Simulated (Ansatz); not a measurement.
# Z2 indices of CsPbCl₃, calculated with Ansatz

Space group Pm-3m (No. 221), 5 atoms in the cell of the first input below: a = 5.605 Å, b = 5.605 Å, c = 5.605 Å, α = 90.00°, β = 90.00°, γ = 90.00°.

The volume is a measured one, shape and positions are a prototype's, taken without relaxation (pressure 1.8 GPa with this functional, without spin–orbit coupling). Functional: PBE.

Input:

```yaml
crystal:
  lattice:
    - [5.6050019085, 0.0, 0.0]
    - [0.0, 5.6050019085, 0.0]
    - [0.0, 0.0, 5.6050019085]
  atoms:
    - { symbol: Cs, position: [0.0, 0.0, 0.0] }
    - { symbol: Pb, position: [0.5, 0.5, 0.5] }
    - { symbol: Cl, position: [0.0, 0.5, 0.5] }
    - { symbol: Cl, position: [0.5, 0.5, 0.0] }
    - { symbol: Cl, position: [0.5, 0.0, 0.5] }
basis:
  ecutwfc: 420
  ecutrho_ratio: 4
kpoints:
  mp_grid: { grid: [4, 4, 4] }
hamiltonian:
  xc: pbe
scf:
  occupations: { method: gaussian, width: 0.05 }
output:
  forces: true
  stress: true
  eigenvalues: true
  populations: true
  topological_invariants: true
magnetization:
  noncollinear: true
  spin_orbit: true
```

```bash
ansatz run input.yaml --threads 8 --pin off --max-ram 15360MiB --backend cpu --events-out ev --progress --plain --runs-dir out
```

Time: 22 s on 8 threads of Arm Neoverse V2 (shared host), peak memory 1.5 GiB.

Without spin–orbit coupling the gap on a 6×6×6 mesh is 1.93 eV. With it, in a separate run (self-consistent on 6×6×6, bands on 6×6×6), a gap of 0.70 eV parts the filled from the empty bands (a gap on a mesh is an upper bound, as the edges may lie between its points). The indices are those of the lowest 44 bands, and their direct separation from the next band is open.

Odd-parity bands among them at the eight time-reversal-invariant momenta (inversion centre at 0.000 0.000 0.000):

```csv
k,odd bands
0.0 0.0 0.0,24
0.0 0.0 0.5,28
0.0 0.5 0.0,28
0.0 0.5 0.5,16
0.5 0.0 0.0,28
0.5 0.0 0.5,16
0.5 0.5 0.0,16
0.5 0.5 0.5,36
```

Task: What are the Z2 indices by the rule of Fu and Kane?

Result: Each Kramers pair counts once, so δ = (−1)^(odd bands / 2): +, +, +, +, +, +, +, +. The product of all eight gives ν0, the products over the planes k_i = 1/2 the weak indices: (0;000). The Wilson-loop planes give (0;000).

Task: The cell is scaled in volume by 0.96 and 1.05 with the atoms carried along. Do the indices change?

Result: No.

| volume ratio | pressure with spin–orbit coupling (GPa) | smallest direct separation sampled (eV) | at k | separation | Z2 |
| --- | --- | --- | --- | --- | --- |
| 0.96 | 3.1 | 0.503 | -0.50 -0.50 -0.50 | open | (0;000) |
| 1.00 | 1.8 | 0.695 | -0.50 -0.50 -0.50 | open | (0;000) |
| 1.05 | 0.4 | 0.897 | -0.50 -0.50 -0.50 | open | (0;000) |

Caveats: Kohn–Sham gaps are too small; Z2 indices don't see topology that rests on crystal symmetry, and an even number of inversions cancels.

Cubic CsPbCl₃ is a trivial insulator in the Z2 sense at all three volumes, even though spin–orbit coupling cuts the gap from 1.93 to 0.70 eV. The band edges at the zone corner explain both findings. The valence edge is an antibonding mix of Pb 6s and Cl 3p, while the conduction edge is mainly Pb 6p, whose j = 1/2 doublet is pushed down by the strong spin–orbit coupling of lead. The two edges have opposite parity there but keep their normal order.

Compression narrows the separation from 0.897 to 0.503 eV, probably because greater Pb–Cl overlap raises the antibonding valence edge faster than the conduction edge. This suggests that much stronger compression of the cubic structure could exchange one Kramers pair at this single corner and make the strong index nontrivial. Since an underestimated gap favours such an inversion, the trivial result is probably safe against that error. The octahedral tilts of the low-temperature phases, which usually widen the gap, are not covered by this uniform scaling.
